**All-electron and pseudo 3p waves of Ca⁺: node, norm and tail**

The table holds $u=rR(r)$ of the 3p shell of Ca⁺ (3s2 3p6 4s1) at thirteen radii, all-electron and pseudo, from ONCVPSP 4.0.1 with scalar-relativistic LDA-PZ and a p radius of 1.55 bohr. The program tests a one-charge hydrogenic 3p fit and a parameter-free model that orthogonalises the pseudo wave to a hydrogenic 2p with the Slater charge, and it checks the norm balance and the decay of the tail. The hydrogenic fit fails (rms 0.172 bohr$^{-1/2}$), while the orthogonalised wave puts the node at 0.41 bohr against 0.42 but has too shallow an inner lobe and a tail 3.5 % too large. The waves agree within one unit of the last digit from 1.6 bohr outward, as imposed by construction. The effective charge from the radial equation falls from 3.04 at 1.4 bohr to 1.97 at 2.4 bohr.

Calculated values. ONCVPSP 4.0.1, scalar-relativistic LDA (Perdew-Zunger): 3p wave u = rR(r) of Ca⁺ (3s2 3p6 4s1 outside a [Ne] core), all-electron and from an optimised norm-conserving Vanderbilt pseudopotential. The p channel has a radius of 1.55 bohr and two projectors; the local potential is a polynomial inside 1.5 bohr. The signs of the two waves are matched outside the p radius.

## Script

```python
# Table: u = r R(r) of the Ca+ 3p shell, all-electron and pseudo, ONCVPSP 4.0.1, LDA-PZ, scalar-relativistic.
# Tested: matching, node, hydrogenic 3p, orthogonalisation to a model 2p, norm balance, tail decay.
T = {
    'radius': [0.2, 0.4, 0.6, 0.8, 1.0, 1.2, 1.4, 1.6, 1.8, 2.0, 2.2, 2.4, 2.6],  # bohr
    'all_electron_wave': [-0.4799, -0.0599, 0.4999, 0.8344, 0.9475, 0.9206, 0.8242, 0.7028, 0.5807, 0.4695, 0.3738, 0.2942, 0.2296],  # bohr^(-1/2)
    'pseudo_wave': [0.0931, 0.3317, 0.6153, 0.8367, 0.9357, 0.917, 0.824, 0.7028, 0.5806, 0.4695, 0.3737, 0.2942, 0.2295],  # bohr^(-1/2)
}
import numpy as np
from scipy.constants import physical_constants as pc
from scipy.interpolate import CubicSpline
from scipy.optimize import brentq, minimize_scalar
from scipy.integrate import quad
Ha = pc['Hartree energy in eV'][0]
r = np.array(T['radius']); ae = np.array(T['all_electron_wave']); ps = np.array(T['pseudo_wave'])
h = r[1] - r[0]; d = ps - ae
# typed from further outputs of the same run: p radius, 3p level, 3p norm, 1 mHa cutoffs, 3s differences
rc, eps, norm_run, ec_p, ec_d = 1.55, -34.915/Ha, 0.746723, 14.15, 22.09
s3 = {1.4: 0.7862-0.8091, 1.6: 0.6437-0.6467, 1.8: 0.4987-0.4987}
g = CubicSpline(np.r_[-r[::-1], r], np.log(np.r_[(ps/r**2)[::-1], ps/r**2]))
phi = lambda x: x**2*np.exp(g(x))
u2p = lambda x, Z: np.sqrt(Z**5/24)*x**2*np.exp(-Z*x/2)
u3p = lambda x, Z: -8/(27*np.sqrt(6))*Z**2.5*x**2*(1-Z*x/6)*np.exp(-Z*x/3)
def orth(Z):
    S = quad(lambda x: phi(x)*u2p(x, Z), 0, r[-1], limit=200)[0]
    return S, (lambda x: (phi(x)-S*u2p(x, Z))/np.sqrt(1-S*S))
Z2 = 20-2*0.85-7*0.35  # Slater's rules for 2p
S, mod = orth(Z2)
Z3 = minimize_scalar(lambda Z: np.sum((u3p(r, Z)-ae)**2), bounds=(6, 18), method='bounded').x
cum = h*(np.cumsum(ps**2-ae**2)-0.5*(ps**2-ae**2))
print('rounding of a difference of two entries: up to 0.0001 bohr^-1/2')
print('r[bohr]  PS-AE  running int(PS^2-AE^2)  orth.model  orth-AE  hydrogenic-AE')
for i in range(len(r)):
    print(f'{r[i]:.1f} {d[i]:+.4f} {cum[i]:+.4f} {mod(r[i]):+.4f} {mod(r[i])-ae[i]:+.4f} {u3p(r[i],Z3)-ae[i]:+.4f}')
out = r > rc
print(f'largest |PS-AE| outside {rc} bohr: {np.abs(d[out]).max():.4f}')
print('3s PS-AE (radius 1.85):', ', '.join(f'{k}: {v:+.4f}' for k, v in s3.items()))
n_lin = r[1]-ae[1]*h/(ae[2]-ae[1]); n_sp = brentq(CubicSpline(np.r_[0, r], np.r_[0, ae]), r[1], r[2])
print(f'AE node: linear {n_lin:.3f}, spline {n_sp:.3f} bohr')
def peak(u):
    c = np.polyfit(r[3:6], u[3:6], 2); return -c[1]/(2*c[0])
print(f'peak (parabola 0.8-1.2): AE {peak(ae):.3f}, PS {peak(ps):.3f} bohr')
ex = np.log(ps[1]/ps[0])/np.log(r[1]/r[0])
print(f'PS power of r between 0.2 and 0.4: {ex:.2f} (l+1 = 2)')
print(f'hydrogenic 3p charge: node 6/r {6/n_lin:.1f}, peak 12/r {12/peak(ae):.1f}, level {np.sqrt(-18*eps):.1f}')
print(f'hydrogenic fit Z = {Z3:.2f}, rms {np.sqrt(np.mean((u3p(r,Z3)-ae)**2)):.3f}, node {6/Z3:.3f} bohr')
for Z in (14, Z2, 18):
    s, m = orth(Z)
    print(f'2p charge {Z:.2f}: S {s:.3f}, S^2 {s*s:.3f}, node {brentq(m,0.1,0.8):.3f}, u(0.2) {m(0.2):+.3f}, '
          f'outer excess {100*(1/np.sqrt(1-s*s)-1):.1f} %, rms {np.sqrt(np.mean((m(r)-ae)**2)):.3f}')
nps = quad(lambda x: phi(x)**2, 0, rc)[0]; nall = quad(lambda x: phi(x)**2, 0, r[-1])[0]
print(f'PS norm inside {rc}: spline {nps:.4f}, run {norm_run:.4f}, difference {nps-norm_run:+.4f}')
kap = np.sqrt(-2*eps); sl = np.log(ae[-2]/ae[-1])/h
print(f'PS norm inside {r[-1]}: {nall:.4f}; exponential tail estimate beyond: {ps[-1]**2/(2*sl):.4f}')
print(f'level {eps:.4f} Ha, kappa {kap:.3f} /bohr; slope 2.4-2.6: {sl:.3f} /bohr ({100*sl/kap:.0f} % of kappa)')
print('AE charge -rV from radial equation: r, from u, from ln u, rounding bound')
for i in range(6, len(r)-1):
    a = (ae[i+1]-2*ae[i]+ae[i-1])/h**2/ae[i]
    L = np.log(ae[i-1:i+2]); b = (L[2]-2*L[1]+L[0])/h**2+((L[2]-L[0])/(2*h))**2
    q = lambda c: -r[i]*(0.5*c-1/r[i]**2+eps)
    print(f'{r[i]:.1f} {q(a):.2f} {q(b):.2f} {r[i]*0.5*2e-4/h**2/ae[i]:.2f}')
for nm, e in (('3p', ec_p), ('d projector', ec_d)):
    print(f'{nm}: 1 mHa cutoff {e} Ha, q {np.sqrt(2*e):.2f} /bohr, wavelength {2*np.pi/np.sqrt(2*e):.2f} bohr')
print(f'cutoff ratio d/3p {ec_d/ec_p:.2f}')
assert (ps > 0).all() and np.sum(ae[1:]*ae[:-1] < 0) == 1
assert np.abs(d[out]).max() < 1.01e-4
assert 1.5 < ex <= 2.0 and sl < kap
assert abs(nps-norm_run) < 0.01 and d[2] > 0 > d[4]
```

It prints:

```
rounding of a difference of two entries: up to 0.0001 bohr^-1/2
r[bohr]  PS-AE  running int(PS^2-AE^2)  orth.model  orth-AE  hydrogenic-AE
0.2 +0.5730 -0.0222 -0.3489 +0.1310 -0.1319
0.4 +0.3916 -0.0337 -0.0217 +0.0382 -0.3912
0.6 +0.1154 -0.0102 +0.4684 -0.0315 -0.2388
0.8 +0.0023 +0.0031 +0.8045 -0.0299 -0.0006
1.0 -0.0118 +0.0012 +0.9486 +0.0011 +0.1163
1.2 -0.0036 -0.0016 +0.9431 +0.0225 +0.1044
1.4 -0.0002 -0.0023 +0.8510 +0.0268 +0.0263
1.6 +0.0000 -0.0024 +0.7268 +0.0240 -0.0613
1.8 -0.0001 -0.0024 +0.6007 +0.0200 -0.1282
2.0 +0.0000 -0.0024 +0.4858 +0.0163 -0.1658
2.2 -0.0001 -0.0024 +0.3867 +0.0129 -0.1778
2.4 +0.0000 -0.0024 +0.3044 +0.0102 -0.1715
2.6 -0.0001 -0.0024 +0.2375 +0.0079 -0.1548
largest |PS-AE| outside 1.55 bohr: 0.0001
3s PS-AE (radius 1.85): 1.4: -0.0229, 1.6: -0.0030, 1.8: +0.0000
AE node: linear 0.421, spline 0.420 bohr
peak (parabola 0.8-1.2): AE 1.062, PS 1.068 bohr
PS power of r between 0.2 and 0.4: 1.83 (l+1 = 2)
hydrogenic 3p charge: node 6/r 14.2, peak 12/r 11.3, level 4.8
hydrogenic fit Z = 11.34, rms 0.172, node 0.529 bohr
2p charge 14.00: S 0.320, S^2 0.103, node 0.455, u(0.2) -0.401, outer excess 5.6 %, rms 0.055
2p charge 15.85: S 0.257, S^2 0.066, node 0.409, u(0.2) -0.349, outer excess 3.5 %, rms 0.042
2p charge 18.00: S 0.202, S^2 0.041, node 0.365, u(0.2) -0.288, outer excess 2.1 %, rms 0.068
PS norm inside 1.55: spline 0.7451, run 0.7467, difference -0.0017
PS norm inside 2.6: 0.9798; exponential tail estimate beyond: 0.0212
level -1.2831 Ha, kappa 1.602 /bohr; slope 2.4-2.6: 1.240 /bohr (77 % of kappa)
AE charge -rV from radial equation: r, from u, from ln u, rounding bound
1.4 3.04 3.04 0.00
1.6 2.70 2.69 0.01
1.8 2.44 2.44 0.01
2.0 2.24 2.24 0.01
2.2 2.09 2.09 0.01
2.4 1.97 1.97 0.02
3p: 1 mHa cutoff 14.15 Ha, q 5.32 /bohr, wavelength 1.18 bohr
d projector: 1 mHa cutoff 22.09 Ha, q 6.65 /bohr, wavelength 0.95 bohr
cutoff ratio d/3p 1.56
```
